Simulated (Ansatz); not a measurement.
**Abstraction of Cl: C2H6ClGa + CH2I → C2H6Ga + CH2ClI**

Gas-phase species: C2H6ClGa `C[CH2][GaH][Cl]`, singlet; CH2I `[CH2]I`, doublet; C2H6Ga `C[CH2][GaH]`, doublet; CH2ClI (chloroiodomethane) `ClCI`, singlet. A radical takes Cl: the energy is the difference in strength between the Ga–Cl bond broken and the C–Cl bond made.

Shapes, held fixed at every level: PBE0-D4/def2-TZVP. Flexible molecules stand in one conformer, not always the lowest. Programs: Ansatz 0.2.0. The zero-point and thermal change to 298 K, harmonic and unscaled (PBE0-D4/def2-TZVP), is +5.5 kJ/mol.

Problem. Estimate ΔH(298 K) of this reaction.

Solution. The highest level, CCSD(T)/def2-TZVPP, gives ΔH(298 K) = +133.1 kJ/mol; the levels span +113.3 to +171.2. The column of differences is taken from that level and isn't an error. No measured value is set beside it here. Open shells run unrestricted. For atoms past krypton def2 sets carry core potentials with scalar relativity. Relativity is left out for Ga. Outer-core shells of Ga, I are correlated, in sets that cover them unevenly.

```json
{"level": "MP2/def2-SVP", "kind": "perturbation theory", "ΔH(298 K) (kJ/mol)": "+128.1", "less CCSD(T)/def2-TZVPP": "-5.0"}
{"level": "HF/def2-SVP", "kind": "Hartree–Fock", "ΔH(298 K) (kJ/mol)": "+171.2", "less CCSD(T)/def2-TZVPP": "+38.1"}
{"level": "PBE-D4/def2-TZVPP", "kind": "GGA", "ΔH(298 K) (kJ/mol)": "+113.3", "less CCSD(T)/def2-TZVPP": "-19.8"}
{"level": "r2SCAN0-D4/def2-TZVPP", "kind": "global hybrid", "ΔH(298 K) (kJ/mol)": "+141.7", "less CCSD(T)/def2-TZVPP": "+8.6"}
{"level": "wB97X-V/def2-TZVPP", "kind": "range-separated hybrid", "ΔH(298 K) (kJ/mol)": "+131.9", "less CCSD(T)/def2-TZVPP": "-1.2"}
{"level": "CCSD/def2-TZVPP", "kind": "coupled cluster or CI", "ΔH(298 K) (kJ/mol)": "+137.9", "less CCSD(T)/def2-TZVPP": "+4.8"}
{"level": "CCSD(T)/def2-TZVPP", "kind": "coupled cluster or CI", "ΔH(298 K) (kJ/mol)": "+133.1", "less CCSD(T)/def2-TZVPP": "0.0"}
```

Every level makes the transfer strongly endothermic, so the Ga–Cl bond is clearly stronger than the C–Cl bond formed in chloroiodomethane. The main reason is bond polarity: gallium is much more electropositive than carbon, which gives the Ga–Cl bond a large ionic contribution, and chlorine lone pairs can also donate weakly into the formally empty 4p orbital of three-coordinate gallium. Carbon offers no comparable acceptor orbital, and the CH2I radical probably gives up some stabilisation by iodine when it binds chlorine.

In the same small basis, MP2 lies far below Hartree–Fock, and the triples lower the coupled-cluster value further, from +137.9 to +133.1 kJ/mol, probably because correlation strengthens the more covalent C–Cl bond more than the polar Ga–Cl bond. The sign is therefore secure, while the close match of wB97X-V in a single reaction doesn't establish its general accuracy for gallium halides. The reverse chlorine transfer is downhill in enthalpy, but whether it would outpace abstraction of the more weakly bound iodine isn't shown.
